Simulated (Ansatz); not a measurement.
## A series in volume scale on LaPb3

All results are calculated (Ansatz 0.2.0). Periodic Kohn-Sham DFT of a crystal at fixed atoms, scaled to volume_scale times the given cell; pressure positive in compression, energy less spherical unpolarised free atoms, largest_vzz the field gradient of largest size among the nuclei.

The cell before it is scaled or strained (space group Pm-3m, No. 221):
```
CELL_PARAMETERS angstrom
4.90600 0.00000 0.00000
0.00000 4.90600 0.00000
0.00000 0.00000 4.90600
ATOMIC_POSITIONS crystal
La 0.00000 0.00000 0.00000
Pb 0.00000 0.50000 0.50000
Pb 0.50000 0.00000 0.50000
Pb 0.50000 0.50000 0.00000
```

Settings of every row: method frozen-core PAW; functional PBEsol; relativity scalar; k mesh 7x7x7; filling fermi-dirac; smearing width 0.05 eV; wave cutoff 420 eV; paw set soft_2.

Atom start moment: 0 on all atoms.

Limits: PAW files made with PBE; field gradient without spin-orbit coupling on heavy atoms; no gap: field gradients move with the k mesh; no spin-orbit coupling on heavy atoms.

| row | volume scale | V (Å³/atom) | largest V_zz (1e21 V/m^2) | pressure (GPa) |
| --- | --- | --- | --- | --- |
| 1 | 0.94 | 27.749 | 34.92 | 2.866 |
| 2 | 0.96 | 28.34 | ? | ? |
| 3 | 0.98 | 28.93 | 34.566 | 0.254 |
| 4 | 0.99 | 29.225 | 34.488 | -0.31 |
| 5 | 1 | 29.52 | 34.413 | -0.842 |
| 6 | 1.01 | 29.816 | 34.341 | -1.344 |
| 7 | 1.02 | 30.111 | 34.272 | -1.817 |
| 8 | 1.04 | 30.701 | 34.146 | -2.686 |
| 9 | 1.06 | 31.292 | 34.03 | -3.459 |

Question: what largest V_zz and pressure should row 2 give?

Worked fit of largest V_zz. Take t = volume scale − 1. The shown rows have t = -0.06, -0.02, -0.01, 0, 0.01, 0.02, 0.04, 0.06. Least squares give largest V_zz = 34.4127 − 7.401 × t + 17.37 × t² 1e21 V/m^2; a straight line predicts inner rows, each left out in turn, worse (root mean square 0.02 against 0.0013 1e21 V/m^2). The rows lie off it by 0.001, -0.002, 0.000, 0.000, 0.001, 0.000, 0.002, -0.001. The withheld row has t = -0.04, so the fit gives 34.4127 − 7.401 × (-0.04) + 17.37 × (-0.04)² = 34.737 1e21 V/m^2.

The calculation gave 34.735 1e21 V/m^2. The fit lies 0.002 1e21 V/m^2 (0.22 % of the column's range) above it; its largest miss of a shown row is 0.002 1e21 V/m^2.

Worked fit of pressure. Take u = (V_r/V)^(2/3) − 1 with V_r = 29.668 Å³ an atom, which is twice the finite (Eulerian) strain; such expansions in the strain, on which the Birch-Murnaghan equation of state is built, carry the rest volume and the bulk modulus. The shown rows have u = 0.04559, 0.01694, 0.01008, 0.00334, -0.00331, -0.00983, -0.02256, -0.03491. Least squares give pressure = −1.0966 + 75.643 × u + 236.52 × u² + 237 × u³ GPa; a parabola predicts inner rows, each left out in turn, worse (root mean square 0.0036 against 0.00069 GPa). The rows lie off it by 0.000, 0.000, 0.000, -0.001, 0.000, 0.001, -0.001, 0.000. The pressure vanishes at u = 0.0139, or V = 29.06 Å³ an atom, and there the bulk modulus at fixed shape and fractions is B = −V dP/dV = (2/3)(1 + u) dP/du = 55.7 GPa. The withheld row has u = 0.031, so the fit gives −1.0966 + 75.643 × (0.031) + 236.52 × (0.031)² + 237 × (0.031)³ = 1.483 GPa.

The calculation gave 1.484 GPa. The fit lies 0.001 GPa (0.016 % of the column's range) below it, one unit of the last digit.
